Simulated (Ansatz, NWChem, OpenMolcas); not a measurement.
# How methods differ on BH3 (borane)

BH3: 4 atoms, total charge 0, spin state singlet. SMILES: `B`. The shape is that of a PBE0-D4/def2-TZVP optimisation.

```xyz
4

B     0.0139   -0.0151   -0.0051
H     0.9822    0.3817    0.5688
H    -0.2762   -1.1718    0.0430
H    -0.6644    0.7449   -0.6269
```

Quantity: the energy change with the B1–H3 bond stretched from 1.193 to 1.790 Å, in eV. The values are calculated.

```json
{"level": "revPBE/def2-TZVPPD (restricted)", "kind": "GGA", "program": "NWChem", "value (eV)": "1.71", "CPU time (all runs)": "20 s"}
{"level": "TPSS/def2-TZVPPD (restricted)", "kind": "meta-GGA", "program": "OpenMolcas", "value (eV)": "1.81", "CPU time (all runs)": "36 s"}
{"level": "r2SCAN0/def2-TZVPPD (restricted)", "kind": "hybrid meta-GGA", "program": "Ansatz", "value (eV)": "1.92", "CPU time (all runs)": "5.4 s"}
{"level": "CAM-B3LYP/def2-TZVPPD (restricted)", "kind": "range-separated hybrid", "program": "NWChem", "value (eV)": "1.91", "CPU time (all runs)": "100 s"}
{"level": "HSE06/def2-TZVPPD (restricted)", "kind": "range-separated hybrid", "program": "Ansatz", "value (eV)": "1.85", "CPU time (all runs)": "3.7 s"}
{"level": "wB97X/def2-TZVPPD (restricted)", "kind": "range-separated hybrid", "program": "Ansatz", "value (eV)": "1.89", "CPU time (all runs)": "13 s"}
{"level": "MP2/def2-TZVPPD (restricted)", "kind": "perturbation theory", "program": "NWChem", "value (eV)": "1.96", "CPU time (all runs)": "17 s"}
{"level": "BCCD(T)/def2-TZVPPD (restricted)", "kind": "coupled cluster or CI", "program": "Ansatz", "value (eV)": "1.83", "CPU time (all runs)": "9.4 s"}
{"level": "FCI/3-21G", "kind": "exact in the basis", "program": "OpenMolcas", "value (eV)": "1.65", "CPU time (all runs)": "7.2 s"}
```

The first shape isn't each level's own minimum. The values span 1.65 to 1.96 eV. High-level rows in very small sets aren't better than simpler rows in larger ones. Times are those of the runs behind each value, whatever else they computed, on shared processors of several kinds: orders of magnitude only.

Stretching one B–H bond weakens the overlap between boron's sp2 hybrid and hydrogen 1s, so the σ level rises, the σ* level falls, and left-right correlation between the bonding electrons grows. A restricted determinant keeps too much ionic character as this happens, and the energy cost therefore depends on how each method treats that correlation. Against the BCCD(T) value of 1.83 eV, TPSS and HSE06 lie very close, revPBE is clearly low and MP2 is the highest. All four hybrids lie above both semilocal functionals, probably because semilocal exchange mimics some of the left-right correlation that exact exchange leaves out. The FCI result treats correlation fully, but 3-21G has no polarisation functions to shape the density in the bond, so its 1.65 eV is no evidence that the coupled-cluster value is too high. At the stretched geometry the bond is only partly broken, so the agreement of TPSS and HSE06 with coupled cluster can't be carried over to the dissociation limit.
